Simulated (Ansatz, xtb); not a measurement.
**CHAlClSi: which of two structures lies lower**

Structure a is a doublet given by its coordinates and structure b is `[Cl][Al]1[CH]=[Si]1`, a doublet. Both are isolated molecules in the gas phase, relaxed with PBE0-D3(BJ)/def2-SVP.

a (Å):

```json
{"atom": "C", "x (Å)": "1.3735", "y (Å)": "-0.5642", "z (Å)": "2.0264"}
{"atom": "Al", "x (Å)": "2.6488", "y (Å)": "-0.1884", "z (Å)": "0.6758"}
{"atom": "Cl", "x (Å)": "3.4710", "y (Å)": "1.6946", "z (Å)": "1.5658"}
{"atom": "Si", "x (Å)": "1.5769", "y (Å)": "0.7468", "z (Å)": "3.1541"}
{"atom": "H", "x (Å)": "0.6736", "y (Å)": "-1.4047", "z (Å)": "2.0871"}
```

Close contacts (Å): C1–Al2 1.90, C1–Si4 1.74, Al2–Cl3 2.24, Al2–Si4 2.86, Cl3–Si4 2.65, C1–H5 1.10.

b (Å):

```xyz
5

C     2.8312    0.0375    1.4997
Al    1.1178    0.1814    2.2942
Cl   -0.4537   -0.8404    3.2204
Si    2.5712    1.7702    1.3276
H     3.5540   -0.7605    1.2906
```

Energies in hartree; the thermal terms are from PBE0-D3(BJ)/def2-SVP harmonic frequencies (ideal gas, rigid rotor, one conformer each, 298.15 K, 1 atm) and include the zero-point energy:

|  | a | b |
| --- | --- | --- |
| E, CCSD(T)/def2-SVP | −1028.873444 | −1028.882372 |
| E, MP2/def2-SVP | −1028.820518 | −1028.829937 |
| E, MP2/def2-TZVPP | −1029.323565 | −1029.330966 |
| zero-point energy | 0.016354 | 0.016746 |
| H(298 K) − E | 0.022681 | 0.022934 |
| G(298 K) − E | −0.014298 | −0.013662 |

Correct the CCSD(T) difference for the basis set by the MP2 change, then work out ΔE, ΔE₀, ΔH and ΔG for a → b in kJ/mol (1 Eh = 2625.50 kJ/mol) and the equilibrium ratio [b]/[a].

1. Differences b − a: CCSD(T) −0.008928, MP2 in the small set −0.009419, MP2 in the large set −0.007401 Eh.
2. ΔE = −0.008928 + (−0.007401 − (−0.009419)) = −0.006910 Eh = −18.14 kJ/mol.
3. ΔE₀ = ΔE + ΔZPE = −0.006910 + (+0.000392) Eh = −17.11 kJ/mol.
4. ΔH = ΔE + (+0.000253) Eh = −17.48 kJ/mol.
5. ΔG = ΔE + (+0.000636) Eh = −16.47 kJ/mol, so ΔS = (ΔH − ΔG)/T = −3.4 J/(mol K).
6. kT = 0.9442 mEh, so K = [b]/[a] = exp(−ΔG/kT) = exp(+6.64) ≈ 770.

Structure b is favoured at this temperature. An error of 4 kJ/mol in ΔG would change K by a factor of 5. Mirror images and further conformers aren't counted.

Other levels gave ΔE = −16.6 (PBE0-D3(BJ)/def2-SVP); −3.5 (HF/def2-SVP); −24.7 (MP2/def2-SVP); −23.4 (CCSD(T)/def2-SVP) kJ/mol. Open shells are spin-unrestricted. The correlated steps freeze 16 core orbitals. Programs: Ansatz 0.2.0.

Structure b is favoured mainly by its electronic energy, as the zero-point and thermal terms only slightly reduce its lead. In a, chlorine leans from aluminium towards silicon. The Cl–Si contact of 2.65 Å is far longer than a normal single bond, so it is best read as weak lone-pair donation into an electron-poor silicon centre, and the Al–Si distance of 2.86 Å leaves little direct bonding there. Structure b gives up this bridge for a short Al–Si bond and a terminal, shorter Al–Cl bond, which together probably outweigh the strain of the three-membered ring.

Every level listed puts b lower, but Hartree–Fock gives only −3.5 kJ/mol against −23.4 kJ/mol with CCSD(T) in the same basis. Correlation thus supplies most of the preference, which suggests that it stabilises the compact Al–C–Si ring more than the open, bridged frame. The order of these two doublets is therefore better supported than the exact ratio, and whether they would reach that ratio depends on a rearrangement barrier that was not computed.
